A lithium ion in crystalline silicon rests in a hollow between four silicon atoms, the tetrahedral site. To reach the next hollow, which is identical to the first, it has to pass through the centre of a ring of six silicon atoms. A density-functional calculation with a semilocal functional followed this hop as a chain of images from one hollow to the other. It puts the ring centre 0.584 eV above the start. The problem is to sketch the whole energy curve by hand from that height, and then to turn the sketch round and estimate a barrier from a point partway up.

**(a) Use only the barrier and the symmetry of the hop to estimate the energy at one eighth and at three eighths of the path.**

*Solution.* Let $B$ be the barrier and $x$ the fraction of the path covered, so that $x=0$ is the start and $x=1$ the end. Seen from the ring centre, the crystal looks the same in opposite directions, and this symmetry exchanges the two hollows. The curve should therefore be its own mirror image about $x=1/2$. It is level at both ends, where the atoms have relaxed until almost no force is left, and level again at the top. A simple smooth curve with these properties is a single wave,

$$E(x)=B\,\sin^2(\pi x).$$

At one eighth of the path the angle is 22.5° and the squared sine is 0.146, which gives 0.086 eV. At three eighths the squared sine is 0.854, which gives 0.50 eV. These points are rows 2 and 4 of the table, where row 1 is the start and row 5 the ring centre.

Ansatz 0.2.0, DFT with PBEsol, plane waves (cutoff 420 eV) and PAW: climbing-image nudged elastic band between relaxed ends for a lithium ion in silicon (LiSi16 cell, charge +1 e, no spin polarisation). The k mesh is 2×2×2, with Gaussian smearing of 0.05 eV. Band forces are largest components, with a convergence limit of 0.03 eV/Å.

| row | energy over the start (eV) | path length (Å) | band force (eV/Å) |
| --- | --- | --- | --- |
| 1 | 0.000 | 0.000 | n/a |
| 2 | 0.053 | 0.327 | 0.019 |
| 3 | 0.238 | 0.655 | 0.024 |
| 4 | 0.474 | 0.982 | 0.024 |
| 5 | 0.584 | 1.309 | 0.015 |
| 6 | 0.475 | 1.635 | 0.024 |
| 7 | 0.239 | 1.962 | 0.024 |
| 8 | 0.054 | 2.289 | 0.019 |
| 9 | 0.000 | 2.616 | n/a |

The computed energies are 0.053 eV in row 2 and 0.474 eV in row 4. The wave is therefore about 5 percent too high near the top but about 60 percent too high near the foot. It lies too high at every image between the ends and the top. The computed curve starts more gently than the wave and makes up the height later.

The same wave describes a simpler system, the turning of one methyl group against the other in ethane, and there it works very well. Ethane also shows what the lithium ion lacks. A methyl group meets the same rise whichever way it turns from its resting position. The lithium ion has an open ring ahead of it and a silicon atom directly behind it. The comparison thus holds only between the two hollows, and the wave must not be continued past either end.

**(b) Does the geometry explain the gentle start, and how can the rule take it into account?**

*Solution.* The geometry of the unrelaxed crystal suggests why the ring is a barrier at all. In the hollow the ion has four nearest silicon atoms at 2.35 Å. At the ring centre it has six at 2.25 Å, so its nearest neighbours there are both closer and more numerous. Three of these six were already nearest neighbours in the hollow, and the other three come in from farther away.

The gentle start is harder to explain. In the unrelaxed crystal the three neighbours that the hollow and the ring share are closest to the ion about two thirds of the way to the ring, before it gets there. Repulsion from fixed silicon atoms would therefore not by itself delay the climb. The electrical attraction of the ion to its surroundings and the strain of the crystal also shape the curve. The calculation does not separate these contributions along the path, so the cause of the late climb stays open.

The correction to the rule needs no decision between these contributions. It has to leave the ends and the top in place and lower the curve between them. Subtracting a smaller squared-sine wave of half the length does this, and the result can be written as

$$E(x)=B\,\sin^2(\pi x)\,\left[1-c\,\cos^2(\pi x)\right].$$

The constant $c$ measures how late the climb comes. A least-squares fit to rows 2 to 4, with the barrier held at its computed value, gives $c$ close to 0.38, and 0.4 is good enough for hand work. The printed analysis below the text shows this fit and both versions of the rule.

Now the two estimates can be repeated. In row 2 the squared cosine is 0.854, so the bracket is $1-0.4\times0.854=0.66$, and the estimate drops from 0.086 to 0.056 eV. In row 4 the squared cosine is only 0.146. The bracket is then 0.94, and the estimate becomes 0.47 eV. Both rows took part in the fit, so their agreement shows that one constant can describe the shape, which is less than a prediction.

The constant also has a visible meaning. The curvature of the rule is proportional to $1-c$ at the foot and to $1+c$ at the top, so a positive $c$ makes a wide hollow and a narrow summit. The table confirms this picture: estimated from neighbouring images, the curve bends about twice as sharply at the top as at the foot. Near its resting place the ion can shift a little at small cost, while at the ring the energy falls off quickly on either side along the path.

For use without even a pocket calculator, the rule reduces to three fractions. The ion has climbed a tenth of the barrier after one eighth of the path, four tenths after one quarter, and eight tenths after three eighths. The way down repeats them in reverse.

**(c) Suppose that only the energy one quarter of the way along is known. What barrier follows, how far can it be trusted, and where does the rule end?**

*Solution.* Row 3 lies a quarter of the way along, at 0.238 eV. The single wave has reached half its height there, so it gives a barrier of $2\times0.238=0.476$ eV, nearly a fifth below the computed one. The corrected rule has reached four tenths, and $0.238/0.4=0.595$ eV is about 2 percent too high. Row 3 was part of the fit as well, so this is a check of the arithmetic and of the rounded constant.

The difference matters in practice because hop rates depend exponentially on the barrier. At room temperature the thermal energy is about 0.026 eV. An underestimate of $0.584-0.476=0.108$ eV then makes hops appear about $e^{0.108/0.026}\approx 60$ times too frequent, if all else is equal. With the corrected rule the error is a factor of about one and a half, towards hops that are too rare.

Over the whole table the corrected rule stays within 0.006 eV of the computed energies, about 1 percent of the barrier. Relative to the local energy it is weakest near the foot, where row 2 comes out about 6 percent too high. Rows 6 to 8 mirror rows 2 to 4 and add no independent test. One constant thus accounts for three separate heights on one path.

The rule passes on whatever error its barrier contains. Semilocal functionals tend to make barriers too low, and the calculation used a small, charged cell and left out zero-point motion. The top itself also carries a reservation. A follow-up test found a direction in which the energy falls away from it, but did not settle whether that is the only one, as a true pass between two valleys requires. An agreement within 0.006 eV therefore describes the shape of this computed curve, and the true barrier is less certain than that.

The fraction $x$ needs care too. It counts the path of all atoms together, which is about 12 percent longer than the straight move of the lithium ion. The likely reason is that silicon atoms shift as the ion goes by. Away from the ends and the midpoint, the position of the ion alone is therefore only an approximate guide to $x$.

The form of the rule rests on two mirrored halves of the path and a single summit halfway. A hop towards a defect, where one end lies lower, breaks the mirror symmetry, and a resting place inside the ring would split the summit in two. A sodium ion on the same route would keep the symmetry, but its larger electron shell should make the ring harder to pass and the barrier higher. Without its own value of $c$, the energy a quarter of the way along could not give a reliable barrier, and $c$ would have to be found afresh. The energy $B$ at the ring centre and the energy $E_{1/4}$ a quarter of the way along a relaxed path, both measured from the start, are enough for that:

$$c=2\left(1-\frac{2E_{1/4}}{B}\right).$$

If $c$ comes out near zero, the single wave will do for a first sketch. A clearly positive value again means a gentle start and a narrow summit.

Printed output of the fit:

```
fit of defect on 3 rows ((frac > 0.05) & (frac < 0.45)): coefficient of term -0.3814 +/- 0.022; rms 0.00318, worst 2 0.00468, leave-one-out rms 0.00413
  rows outside the fit (model, value, miss): 1 0, 0, 0; 5 -3.212e-07, 8.422e-07, -1.16e-06; 6 -0.02784, -0.02348, -0.00437; 7 -0.05568, -0.053, -0.00268; 8 -0.02784, -0.03152, 0.00368; 9 -3.34e-33, -8.759e-33, 5.42e-33
Hand rules against the band (eV):
  row  path fraction  sine squared  plain wave  plain miss  corrected rule  corrected miss
    1              0             0           0           0               0               0
    2          0.125        0.1464     0.08552     0.03252         0.05632        0.003325
    3         0.2504        0.5012      0.2927      0.0547          0.2343       -0.003698
    4         0.3754        0.8544       0.499     0.02497          0.4699       -0.004089
    5         0.5004             1       0.584  -8.422e-07           0.584      -1.179e-06
    6          0.625        0.8536      0.4985     0.02348          0.4693       -0.005725
    7           0.75           0.5       0.292       0.053          0.2336         -0.0054
    8          0.875        0.1464     0.08552     0.03152         0.05632        0.002325
    9              1       1.5e-32   8.759e-33   8.759e-33       5.255e-33       5.255e-33
largest miss of the plain wave (eV): 0.0547
largest miss of the corrected rule with 0.4 (eV): 0.005725
plain wave too high in row 2 (percent): 61.37
corrected rule too high in row 2 (percent): 6.273
barrier from row 3 by the plain wave, energy times 2 (eV): 0.476
barrier from row 3 by the corrected rule, energy over 0.4 (eV): 0.595
curvature at the foot from the first step (eV/angstrom2): 0.9913
curvature at the top from rows 4 to 6 (eV/angstrom2): -2.048
curvature at the top by the corrected rule (eV/angstrom2): -2.358
unrelaxed distance tetrahedral site to 4 nearest Si (angstrom): 2.351
unrelaxed distance hexagonal site to 6 ring Si (angstrom): 2.251
path longer than the straight Li move (percent): 11.56
```
